A metal slab holds levels that run through its whole thickness and may hold others that live mainly on its faces. The problem is to tell the two apart for the (110) face of the metallic nitride Hf₂N, from the energies of the levels and from the share of each that lies near the surface.

In the table, b1 and b2 are the first and second levels below the Fermi level, and a1 is the first above it. The outer orbital weight is the part of a level found on the atomic orbitals of the two outermost planes of both faces together. Points a and b give the position in the surface zone as fractions of its reciprocal vectors. G is the centre of the zone, X and Y are the middles of its edges, and S is its corner.

Levels of a relaxed nine-plane Hf₂N (110) slab, computed with Ansatz 0.2.0 using PBEsol, plane waves and PAW datasets, scalar-relativistic and without spin polarisation. The cutoff is 420 eV, the Γ-centred k mesh 11 × 5 × 1 and the Gaussian smearing width 0.1 eV, with a dipole correction. Outer orbital weights are Löwdin weights, not renormalised.

| point label | point a (reciprocal cell vectors) | point b (reciprocal cell vectors) | level b1 from the Fermi level (eV) | outer orbital weight b1 | level b2 from the Fermi level (eV) | outer orbital weight b2 | level a1 from the Fermi level (eV) | outer orbital weight a1 |
| --- | --- | --- | --- | --- | --- | --- | --- | --- |
| X | 0.5000 | 0.0000 | 0.000 | 0.360 | -0.490 | 0.410 | 0.230 | 0.760 |
| between | 0.4167 | 0.0000 | -0.060 | 0.500 | -0.430 | 0.410 | 0.150 | 0.760 |
| between | 0.3333 | 0.0000 | -0.060 | 0.570 | -0.220 | 0.350 | 0.220 | 0.710 |
| between | 0.2500 | 0.0000 | -0.190 | 0.370 | -0.430 | 0.190 | 0.060 | 0.750 |
| between | 0.1667 | 0.0000 | -0.070 | 0.820 | -0.390 | 0.580 | 0.040 | 0.280 |
| between | 0.0833 | 0.0000 | -0.050 | 0.640 | -0.340 | 0.350 | 0.070 | 0.170 |
| G | 0.0000 | 0.0000 | -0.120 | 0.660 | -0.270 | 0.290 | 0.240 | 0.630 |
| between | 0.0000 | 0.0833 | -0.120 | 0.660 | -0.330 | 0.330 | 0.210 | 0.610 |
| between | 0.0000 | 0.1667 | -0.120 | 0.640 | -0.460 | 0.400 | 0.180 | 0.630 |
| between | 0.0000 | 0.2500 | -0.140 | 0.580 | -0.600 | 0.430 | 0.170 | 0.570 |
| between | 0.0000 | 0.3333 | -0.210 | 0.510 | -0.710 | 0.470 | 0.110 | 0.650 |
| between | 0.0000 | 0.4167 | -0.290 | 0.480 | -0.770 | 0.350 | 0.090 | 0.720 |
| Y | 0.0000 | 0.5000 | -0.330 | 0.490 | -0.760 | 0.250 | 0.090 | 0.740 |
| between | 0.0833 | 0.5000 | -0.360 | 0.510 | -0.790 | 0.270 | 0.060 | 0.710 |
| between | 0.1667 | 0.5000 | -0.100 | 0.500 | -0.490 | 0.640 | 0.010 | 0.580 |
| between | 0.2500 | 0.5000 | -0.060 | 0.280 | -0.270 | 0.570 | 0.280 | 0.820 |
| between | 0.3333 | 0.5000 | -0.090 | 0.550 | -0.330 | 0.600 | 0.310 | 0.690 |
| between | 0.4167 | 0.5000 | -0.320 | 0.660 | -0.500 | 0.640 | 0.100 | 0.570 |
| S | 0.5000 | 0.5000 | -0.090 | 0.680 | -0.430 | 0.650 | 0.640 | 0.460 |
| between | 0.4167 | 0.4167 | -0.340 | 0.620 | -0.490 | 0.620 | 0.120 | 0.570 |
| between | 0.3333 | 0.3333 | -0.090 | 0.530 | -0.310 | 0.560 | 0.280 | 0.590 |
| between | 0.2500 | 0.2500 | -0.030 | 0.300 | -0.260 | 0.510 | 0.200 | 0.730 |
| between | 0.1667 | 0.1667 | -0.010 | 0.470 | -0.060 | 0.430 | 0.200 | 0.560 |
| between | 0.0833 | 0.0833 | -0.060 | 0.610 | -0.390 | 0.360 | 0.070 | 0.350 |

**(a) Which of the three levels at point (0.1667, 0) is the most surface-like, and what does its weight mean?**

It is b1, with an outer orbital weight of 0.82. An electron in this level would be found on the outer planes about four times out of five. Parts of a level that spill into the vacuum, or into orbitals that the datasets lack, aren't counted, so the weight may be somewhat low. The level lies only 0.07 eV below the Fermi level.

Whether 0.82 is remarkable depends on what an ordinary level would show. In so thin a slab the outer planes are a large part of the whole, and even a level that takes no notice of the surface has a sizeable weight there.

**(b) What weight would an evenly spread level have? Are the levels near the Fermi level richer than that, and why?**

The slab has 18 atoms in nine planes. In the ideal stacking, planes of four atoms (two Hf and two N) alternate with pairs of planes that hold one Hf each. One face ends in a mixed plane and the other in Hf alone, so the two outer planes of both faces hold 5 + 2 = 7 atoms. An even level therefore has a weight of 7/18, or about 0.39. Counting only Hf, whose 5d orbitals should dominate near the Fermi level, gives 5/12, or about 0.42.

Averaged over the 24 points, the weight is 0.44 for b2, 0.54 for b1 and 0.61 for a1. The second filled level is thus close to an even spread, while the two levels next to the Fermi level lean towards the surface, the empty one most. This order holds for the averages, but in full at only a third of the points. At (0.0833, 0), a1 has the lowest weight in the table, less than half the even share.

Cut bonds offer a reason for the direction of the order, though hardly for its size. In the bulk, overlap with neighbours spreads the Hf 5d levels into a wide band, with bonding levels at the bottom and antibonding ones at the top. A surface atom has fewer neighbours, so its levels are spread less and gather nearer the middle of the band. The 5d shell of Hf is far from half full: in this calculation an Hf atom in the outermost mixed plane holds about 2.9 of ten possible 5d electrons. The middle of the band then lies above the Fermi level, and the surface share should grow as one goes up towards it. The averages agree with this argument in sign only. On average b2 and a1 lie about 0.6 eV apart, a small part of a band several eV wide, so narrowing alone is expected to change the share far less than from 0.44 to 0.61. A few individual surface-rich bands that happen to lie near the Fermi level could equally set these averages.

**(c) Does a weight of 0.6 prove that a level is a surface state?**

It does not, because a thin slab turns bulk waves into standing waves. A wave that travels through the bulk is reflected at both faces and forms a pattern of crests and nodes, like a string held at its ends. If a crest happens to fall near each face, the level has a large outer weight although nothing binds it there. A true surface state is different: it decays into the solid because the bulk has no matching wave at its energy and wave vector.

The simplest estimate treats the nine planes as equal beads on a chain. The standing wave number n then has an intensity of sin²(πnj/10) on plane j, and the nine intensities add up to 5. For the third wave, n = 3:

- first plane: sin² 54° ≈ 0.65
- second plane: sin² 108° ≈ 0.90
- both faces together: 2 × (0.65 + 0.90) ≈ 3.1
- outer share: 3.1/5 ≈ 0.62

This is the largest share that any single wave of the chain can reach. The smallest, for the first wave, is 0.18. Ordinary bulk waves can therefore account for the low and middling weights in the table, from about the 0.17 found at (0.0833, 0) up to about 0.6. The chain contains no number taken from the table, but it is crude: real planes differ in atoms, spacing and orbitals. A weight of 0.64 is too close to its ceiling to count as a sign of anything.

Weights of 0.7 or more lie above the ceiling of this chain. They occur for a1 at nine points and for b1 at one, and never for b2. Four of the nine form an unbroken stretch from X to (0.25, 0), but they are not one surface band. The calculation also gives the weight on each face separately. From X to (0.3333, 0), a1 has at most about 0.05 on the face that ends in Hf, so it sits almost wholly on the mixed face. At (0.25, 0) it has 0.58 on the Hf-ended face. Only the first three points can thus belong to one surface band, and even that isn't certain, since their energies go down and up again. Three more lie around Y, where the energy varies smoothly. Such levels may be surface states, or they may be resonances, which are strong at the surface but leak into bulk waves of the same energy. The weight alone doesn't separate these two, and it doesn't exclude an ordinary bulk level either, because the ceiling depends on the chain. A wave that keeps mainly to the three pairs of Hf planes would, in its second mode, put half its intensity on each outer pair. The top pair counts fully and the bottom pair by half, so such a wave is expected to reach about three quarters, shared between both faces. That could account for a1 at (0.25, 0), which has about 0.17 on the mixed face as well, but hardly for the three points before it, where the weight lies almost wholly on one face.

**(d) Between (0.25, 0) and (0.1667, 0) the large weight passes from a1 to b1. Has one surface band sunk below the Fermi level?**

It has not, though the table invites that reading. The weight of a1 drops from 0.75 to 0.28, while that of b1 rises from 0.37 to 0.82. The labels only rank the levels by energy at each point, and they don't follow a band from one point to the next. A single surface-rich band that sank by 0.13 eV, from just above the Fermi level to just below it, would leave the same trace.

The sum of the two weights seems to support it. When two levels mix only with each other, or merely cross and swap ranks, their total stays the same, and here it is 1.12 before the step and 1.10 after it. But a kept total is only what such an exchange requires, and it doesn't prove that one took place. The weight of b2 rises from 0.19 to 0.58 in the same step, so other levels change as well, and nearer to G the total changes by as much as 0.48 in one step.

The split by face decides the matter. At (0.25, 0), a1 has 0.58 of its 0.75 on the Hf-ended face. At (0.1667, 0), b1 has at most about 0.18 there, so at least 0.64 of its 0.82 lies on the mixed face. These are different levels on opposite sides of the slab, and the nearly equal totals are a coincidence.

The number of filled bands also changes in this step, so at least one band does cross the Fermi level and the labels shift. Which band it is can't be read from three levels per point. The surface-rich b1 at (0.1667, 0) lies on the same face as a1 between X and (0.3333, 0) and might continue that band, but the table shows no link between them at (0.25, 0).

**(e) At S the first empty level lies at 0.64 eV, far higher than at the neighbouring points. Does a band leap upwards there?**

Ranking by energy is again the more likely explanation. At (0.4167, 0.5), the neighbour of S on the zone edge, a1 lies at 0.10 eV. If it remained a1, it would have to climb by 0.54 eV in one short step. If it slips below the Fermi level instead and becomes b1, it moves by only 0.19 eV. The old b1 then becomes b2 by sinking another 0.11 eV, and a higher empty band takes over the label a1.

The diagonal approach to S shows the same pattern, with a1 at 0.12 eV one step before the corner, but it adds little: the cell is long along b, so that point lies close to (0.4167, 0.5). The natural picture is a band that dips below the Fermi level around S and forms a small pocket of filled levels. This rests only on the smaller moves in energy. The weights don't confirm it: those of b1 and b2 at S, 0.68 and 0.65, fit unchanged labels at least as well. In either reading, the wide space between b1 and a1 at S is no band gap of the slab, which is a metal.

**(f) Which digits can be trusted when one asks whether a level is filled?**

The energies are printed to 0.01 eV, but the question of filling can't be settled that finely. At 18 of the 24 points at least one level lies within 0.10 eV of the Fermi level, which is the smearing width of the calculation. Smearing replaces the sharp edge between filled and empty levels by a gradual one. With the usual Gaussian form, a level 0.06 eV above the Fermi level is still about one fifth occupied.

A larger uncertainty comes from spin-orbit coupling, which is left out. For the 5d electrons of Hf it can shift or split levels by roughly a tenth of an electronvolt or more. The two surface-rich levels compared in part (d) lie only 0.06 eV above and 0.07 eV below the Fermi level, so a shift of 0.1 eV could fill the one or empty the other. The existence of surface-rich levels close to the Fermi level is thus a sounder result than the exact place where one of them may cross it. The run also warns that the exchange-correlation potential is rough where the electron density is thin, which may affect levels that reach out into the vacuum.

**(g) What would change in a slab twice as thick, and how would that reveal a surface state?**

The outer planes would hold the same seven atoms, now out of 36, so the weight of an evenly spread level would fall to about 0.19. The standing-wave ceiling would roughly halve as well, since each bulk wave has to share itself among twice as many planes. A true surface state that has already died away inside the thin slab would keep its weight. A resonance would be divided among several neighbouring levels, each with a smaller share. The levels with weights of 0.7 to 0.8 are the ones to watch in such a test.

For practical use the two faces must also be told apart. They are different surfaces: the work function is about 3.4 eV on the side that ends in Hf and 2.8 eV on the side that ends in the mixed plane. The weights in the table add both sides, so a surface-rich level may belong to either of them. Anyone who wants to link such a level to adsorption or to electron emission from a real film needs its weight on the face that the film exposes. The film's surface must also be arranged like that of the slab, which was relaxed but not reconstructed. If the surface atoms settle into a different pattern, such levels may shift or disappear.
